Question

I scatter 60 keV photons from H₂ gas and look at the broadened Compton line. Papers write the spectrum as Thomson cross section × (ω₂/ω₁) × (m/q) × J(p_z), where J is a projection of the electron momentum density. Where does this come from? The electrons are bound, so why does the potential drop out, and how far can I trust the formula at 60 keV?

Answer

The formula rests on three approximations: only the A² coupling is kept, each electron scatters on its own, and the target Hamiltonian is dropped from an otherwise exact energy δ function. I derive it, then the first correction, then the numbers. At 60 keV binding spoils the H₂ line shape by less than one per cent, while the nonrelativistic expression for p_z misplaces the line by a quarter of its half width and must be replaced by the relativistic one.

0. Conventions and premises

I use ħ = c = 1 with e² = 4πα, so the classical electron radius is r_e = e²/(4πm) = α/m. Numbers are in keV and atomic units: mc² = 511.0 keV, and one a.u. of momentum is αmc = 3.729 keV/c. The photon goes from (ω₁, k₁, ε₁) to (ω₂, k₂, ε₂) through the angle θ. The transfers are

ω = ω₁ − ω₂, q = k₁ − k₂, q² = ω₁² + ω₂² − 2ω₁ω₂ cos θ,

and the z axis lies along q.

Premises: (a) nonrelativistic electrons, H = Σ_j p_j²/2m + V, with V a local potential containing all Coulomb terms and the nuclei held fixed; (b) the target is in its ground state |i⟩, with a real wavefunction; (c) Coulomb gauge, lowest order in α, single scattering in a thin target; (d) the final state of the target is not observed.

1. The A² cross section

The field is A(r) = Σ (2ω_k 𝒱)^(−1/2) [ε a e^(ik·r) + ε* a† e^(−ik·r)] in a box of volume 𝒱. The coupling per electron contains (e/m) A·p, e²A²/2m and a spin term. Keep e²A²/2m for now; section 6 sizes the others. A·A holds the product a₂†a₁ twice, so

M_fi = (e²/2m) · 2 · (ε₁·ε₂*) / (2𝒱 √(ω₁ω₂)) · ⟨f|ρ_q|i⟩, ρ_q = Σ_j e^(iq·r_j).

The golden rule gives the rate 2π|M_fi|² δ(E_f − E_i − ω). Multiply by the photon states 𝒱 ω₂² dω₂ dΩ/(2π)³ and divide by the flux 1/𝒱. The prefactor is 2π e⁴ ω₂² / (4m² ω₁ω₂ · 8π³) = r_e² ω₂/ω₁, so

d²σ/dΩdω₂ = (dσ/dΩ)_Th (ω₂/ω₁) S(q, ω), (1)

S(q, ω) = Σ_f |⟨f|ρ_q|i⟩|² δ(ω − E_f + E_i).

Here (dσ/dΩ)_Th = r_e² |ε₁·ε₂*|². Averaging over ε₁ and summing over ε₂, the pair normal to the scattering plane contributes 1, the in-plane pair cos²θ and the mixed pairs 0, which gives r_e² (1 + cos²θ)/2. Some authors absorb ω₂/ω₁ into the Thomson factor; here it stands outside.

2. An exact rewriting of S

Closure over f gives S = Σ_jk ⟨i| e^(−iq·r_j) δ(ω − H + E_i) e^(iq·r_k) |i⟩. Take j = k first. Since e^(−iq·r) p̂ e^(iq·r) = p̂ + q and V commutes with the exponential,

e^(−iq·r_j) H e^(iq·r_j) = H + q p̂_jz/m + q²/2m.

A unitary transformation passes through any function of H, the δ function included. Define

B = H − E_i, p_z = mω/q − q/2. (2)

Then ω − q²/2m = (q/m) p_z, and δ(ax) = δ(x)/a yields

S_jj = (m/q) ⟨i| δ( p_z − p̂_jz − (m/q) B ) |i⟩. (3)

Nothing has been approximated. In (3) p_z is a number fixed by the measured ω₂ and θ, p̂_jz is an operator, and the whole potential sits in B, which carries the factor m/q and obeys B|i⟩ = 0.

For j ≠ k the same step leaves the extra factor e^(iq·(r_k − r_j)) acting on |i⟩. In momentum space it turns Ψ(p_j, p_k) into Ψ(p_j + q, p_k − q), so the term needs a ground-state pair with momenta near ±q. The Coulomb cusp between two electrons makes that amplitude fall as q⁻⁴, and the term is of relative order (p₀/q)⁴, p₀ being the typical bound momentum. I drop it.

3. The impulse approximation

Drop (m/q)B in (3). What remains is diagonal in momentum. With n(p) the one-electron momentum density, normalised to the electron number N,

Σ_j ⟨i|δ(p_z − p̂_jz)|i⟩ = ∫ d³p′ n(p′) δ(p_z − p′_z) = ∬ n(p_x, p_y, p_z) dp_x dp_y ≡ J(p_z),

and ∫ J dp_z = N. Inserting this in (1):

d²σ/dΩdω₂ = (dσ/dΩ)_Th (ω₂/ω₁) (m/q) J(p_z), p_z = mω/q − q/2. (4)

The condition p′_z = p_z is ω = (p′ + q)²/2m − p′²/2m, energy conservation for a free electron that started with momentum p′. The binding energy does not appear. The electron has the same potential energy just before and just after the kick, so V cancels in the energy balance and survives only through n(p). With this sign convention p_z > 0 means motion along q, larger loss and lower ω₂; part of the literature uses the opposite sign.

Why dropping B is allowed. Write δ(x) = (1/2π)∫ds e^(isx), so that (3) contains ⟨exp[−is(p̂_z + (m/q)B)]⟩. The operator e^(−isp̂_z) translates by a distance s along q, and (m/q)s is the time the recoiling electron needs to cover it. The overlap of the state with its translated copy dies beyond s ≈ 1/p₀, so B acts for a time m/(qp₀) only. With B of order p₀²/m the neglected phase is of order p₀/q.

Moments at fixed q sharpen this. Let X = p̂_z + (m/q)B for one electron. Because B annihilates |i⟩ on either side, ⟨1⟩, ⟨X⟩ = ⟨p̂_z⟩ = 0 and ⟨X²⟩ = ⟨p̂_z²⟩ do not contain B: the area, centre and variance of the profile in (4) are exact for every q. The third moment is the first to differ. For a real wavefunction ⟨p̂_z³⟩ = 0, and ⟨p̂Bp̂⟩ = ½⟨[p̂,[H,p̂]]⟩ with [H, p̂_z] = i∂_zV, so

⟨X³⟩ = (m/2q) ⟨∂²V/∂z²⟩. (5)

The leading correction is therefore an asymmetry that falls as 1/q.

4. The hydrogenic 1s profile

Take ψ = (p₀³/π)^(1/2) e^(−p₀r) with p₀ = Z/a₀ = Zαm, which is Z in atomic units. The transform ∫d³r e^(−p₀r − ip·r) = 8πp₀/(p² + p₀²)² and the factor (2π)^(−3/2) give

n(p) = 8p₀⁵ / [π² (p² + p₀²)⁴].

For any isotropic n, polar coordinates in the (p_x, p_y) plane with p² = p_⊥² + p_z² give p_⊥dp_⊥ = p dp, hence

J(p_z) = 2π ∫ from |p_z| to ∞ of n(p) p dp. (6)

With ∫ p dp/(p² + p₀²)⁴ = 1/[6(p_z² + p₀²)³] over that range,

J(p_z) = 8p₀⁵ / [3π (p₀² + p_z²)³] (7)

per electron. The area is 1, J(0) = 8/(3πp₀) = 0.849/p₀, the half width at half maximum is p₀(2^(1/3) − 1)^(1/2) = 0.510 p₀, and ⟨p_z²⟩ = p₀²/3.

5. The first correction for 1s

Use atomic units and Z = 1. To first order in 1/q,

⟨e^(−is(p̂_z + B/q))⟩ = ⟨e^(−isp̂_z)⟩ − (i/q) C(s), C(s) = ∫₀^s ds′ ⟨e^(−i(s−s′)p̂_z) B e^(−is′p̂_z)⟩.

The translated state ψ(r − s′ẑ) is an eigenstate of the translated Hamiltonian, so B acting on it gives [V(r) − V(r − s′ẑ)] ψ(r − s′ẑ). Shifting r by s′ẑ,

C(s) = ∫d³r ψ(r + sẑ) ψ(r) ∫₀^s ds′ [V(r + s′ẑ) − V(r)].

For s > 0 take prolate spheroidal coordinates with foci at 0 and −sẑ: r = s(ξ + η)/2, |r + sẑ| = s(ξ − η)/2, d³r = (s/2)³(ξ² − η²) dξ dη dφ. Then ψψ = e^(−sξ)/π. The s′ integral of V(r + s′ẑ) is the potential of a uniform line between the foci, −L with L = ln[(ξ + 1)/(ξ − 1)], and −sV(r) = 2/(ξ + η). The η integral gives −(2ξ² − 2/3)L + 4ξ = −(8/3)Q₂(ξ), where Q₂ = (3ξ² − 1)L/4 − 3ξ/2 is the Legendre function of the second kind. Thus

C(s) = −(2s³/3) ∫₁^∞ e^(−sξ) Q₂(ξ) dξ,

and reflection z → −z shows that C is odd in s. The profile becomes J + J₁/q with

J₁ = (1/π)∫₀^∞ C(s) sin(p_z s) ds = −(4/π) Im ∫₁^∞ Q₂(ξ) (ξ − ip_z)⁻⁴ dξ,

using ∫₀^∞ s³e^(−s(ξ − ip_z)) ds = 6/(ξ − ip_z)⁴. Substitute t = 1/ξ, so L = 2 artanh t. One integration by parts, with the antiderivative chosen to vanish at t = 1, removes the artanh and leaves rational integrands with powers of 1 + p_z²t² below. The result is J₁ = J · (3p_z/2 − 2 arctan p_z). Scaling lengths by 1/Z restores the charge:

J_corrected = J(p_z) · { 1 + (p₀/q) [ 3u/2 − 2 arctan u ] + O(p₀²/q²) }, u = p_z/p₀. (8)

Two tests: the first moment of J₁ vanishes, and its third moment for Z = 1 is 2/3, which matches (5) with ⟨∂²V/∂z²⟩ = (4π/3)|ψ(0)|² = 4/3.

The bracket is odd, so J(0) is unchanged at this order. Its extrema lie at u = ±1/√3, where it equals ∓0.181. Near the top it is −u/2 while ln J falls as −3u², so the maximum moves to p_z = −p₀²/(12q), toward smaller loss. In the wings it grows as 3p_z/2q.

6. What the A² model leaves out

Kinematics. For a free relativistic electron, squaring E(p + q) = E(p) + ω gives 2qp_z + q² = 2Eω + ω². With E ≈ m and q² − ω² = 2ω₁ω₂(1 − cos θ),

p_z = mω/q − q/2 + ω²/2q = [mω − ω₁ω₂(1 − cos θ)]/q. (9)

This vanishes on the Compton line ω₂ = ω_C = ω₁/[1 + (ω₁/m)(1 − cos θ)]. The new term ω²/2q must be compared with p₀, not with q, and this is why it matters early. Since the numerator of (9) is zero at ω_C, the slope there is

|dp_z/dω₂| = [m + ω₁(1 − cos θ)]/q = (m/q)(ω₁/ω_C). (10)

The A·p terms. For a quasi-free electron the two second-order amplitudes are of size (ε₂·(p + k₁))(ε₁·p)/(mω₁) and (ε₁·(p − k₂))(ε₂·p)/(mω₂) on the scale where A² gives ε₁·ε₂. Both vanish at p = 0 and are of order p/mc. Their interference with A² is linear in p at leading order, so for isotropic n it is odd in p_z and absent at the line centre.

Spin and remaining relativistic terms. For an electron at rest the full answer is the Klein–Nishina formula, dσ/dΩ = (r_e²/2)(ω_C/ω₁)² X_KN per electron, with

X_KN = ω₁/ω_C + ω_C/ω₁ − sin²θ = 1 + cos²θ + ω²/(ω₁ω_C).

Integrate (4) over ω₂ with (9), (10) and a narrow J: the result is N(r_e²/2)(ω_C/ω₁)²(1 + cos²θ). Equation (4) with the p_z of (9) thus has the right free-electron limit except for the factor 1 + ω²/[ω₁ω_C(1 + cos²θ)], which multiplies it at the line centre.

7. Range of validity

(i) q ≫ p₀. On the ridge ω = q²/2m, and for a hydrogenic level E_B = p₀²/2m, so p₀/q = (E_B/ω)^(1/2). The asymmetry falls as the square root of binding over transfer, and the even correction as E_B/ω.
(ii) |p_z| ≪ q. A loss far above binding is not enough by itself: at small angle and large loss the term 3p_z/2q in (8) is not small. On the other side (4) stays finite for ω below the first excitation energy, where the true inelastic spectrum is zero, and it knows nothing of edges, discrete lines or the elastic peak.
(iii) p₀ ≪ mc, that is Zα ≪ 1, and ω₁ far from absorption edges, for the neglect of A·p.
(iv) ω²/2q ≪ p₀ for the p_z of (2); otherwise use (9).
(v) ω²/(ω₁ω₂) ≪ 1 + cos²θ for the Thomson prefactor.

8. H₂ at 60 keV, θ = 150°, unpolarised beam

Kinematics. Here ω_C = 49.22 keV, ω = 10.78 keV, ω_C/ω₁ = 0.8203 and q = 105.53 keV/c = 28.30 a.u. With an approximate ionisation energy of 15.4 eV, ω is about 700 times the binding. The slope (10) is 1.583 a.u. per keV, so 1 a.u. of p_z spans 0.632 keV of spectrum. The factor m/q alone corresponds to 1.2985 a.u. per keV; it is not the slope, because q changes along the spectrum at fixed angle. The term ω²/2q is 0.148 a.u. The zero of (2) lies at ω₂ = 49.12 keV, 95 eV below the Compton line.

Model profile. Put both electrons in σ_g = (a + b)/√(2(1 + S_ab)), built from 1s functions of exponent ζ on protons a distance R apart, with the typical inputs ζ = 1.19 and R = 1.40 a.u. Then ρ = ζR = 1.666 and S_ab = e^(−ρ)(1 + ρ + ρ²/3) = 0.679. Displacing an orbital by ±R/2 multiplies its momentum amplitude by e^(∓ip·R/2), so the density of σ_g is n_1s(p)(1 + cos p·R)/(1 + S_ab). In the gas the axes are random and cos p·R averages to sin(pR)/(pR). With two electrons, p₀ → ζ, x = p/ζ and (6),

J(p_z) = 32/[πζ(1 + S_ab)] ∫ from |p_z|/ζ to ∞ of [x + sin(ρx)/ρ] (1 + x²)⁻⁴ dx.

The prefactor is 5.099. At p_z = 0 the first term integrates to 1/6 and the second, numerically, to 0.1355, so J(0) = 1.54 a.u.⁻¹. The half width is 0.572 a.u. For comparison, (7) gives 1.70 for two free H atoms and 1.43 for two 1s functions with ζ = 1.19. Contraction of the orbital widens the profile, and sharing it between two centres narrows it again.

Cross section. The Thomson factor is r_e²(1 + cos²θ)/2 = 69.48 mb/sr, with r_e² = 79.41 mb. The product 69.48 × 0.8203 × 1.2985 is 74.0 mb sr⁻¹ keV⁻¹ per a.u.⁻¹ of J. At the line centre (4) with (9) gives 114 mb sr⁻¹ keV⁻¹ per molecule. The full width at half maximum is 2 × 0.572 × 0.632 = 0.72 keV, and the area under the line is 93.5 mb/sr.

Sizes of the neglected terms, with ζ standing in for p₀ where the hydrogenic result serves as an estimate:

- using (2) in place of (9): shift of 0.148 a.u., 0.26 of the half width; not negligible, hence (9) above;
- Klein–Nishina factor: +0.0225, which lifts the peak to 117 mb sr⁻¹ keV⁻¹ and the area to 95.6 mb/sr;
- A·p terms: order αζ = 0.0087, odd in p_z;
- binding asymmetry from (8): 0.181 ζ/q = 0.76 % at its extrema, with a peak shift ζ²/(12q) = 0.004 a.u., about 3 eV toward higher ω₂;
- even binding correction: order (ζ/q)² = 0.0018;
- E ≈ m in (9): shift of order (ζ²/2m)(ω/q) = 5×10⁻⁴ a.u.;
- thermal motion at 300 K: (k_BT/M)^(1/2) with M = 2.016 u is 5×10⁻⁴ a.u. of velocity;
- radiative corrections: order (α/π)(q/mc)² = 1×10⁻⁴, times a logarithm;
- two-electron interference: order (ζ/q)⁴ = 3×10⁻⁶;
- scattering from the protons: (m/m_p)² = 3×10⁻⁷.

The angle matters as much as the energy. At θ = 20° the transfer is q ≈ 2k₁ sin 10° = 5.6 a.u. and the asymmetry estimate rises to about 4 %.

These figures are the model's. The one-orbital wavefunction has no electron correlation, no polarisation of the 1s functions and no vibrational averaging over R, all of which change J itself without touching (4). For this model of H₂ at 60 keV and 150°, the line is centred at 49.22 keV, is 0.72 keV wide and peaks at 117 mb sr⁻¹ keV⁻¹ per molecule, with odd distortions of order one per cent from binding and from the A·p terms.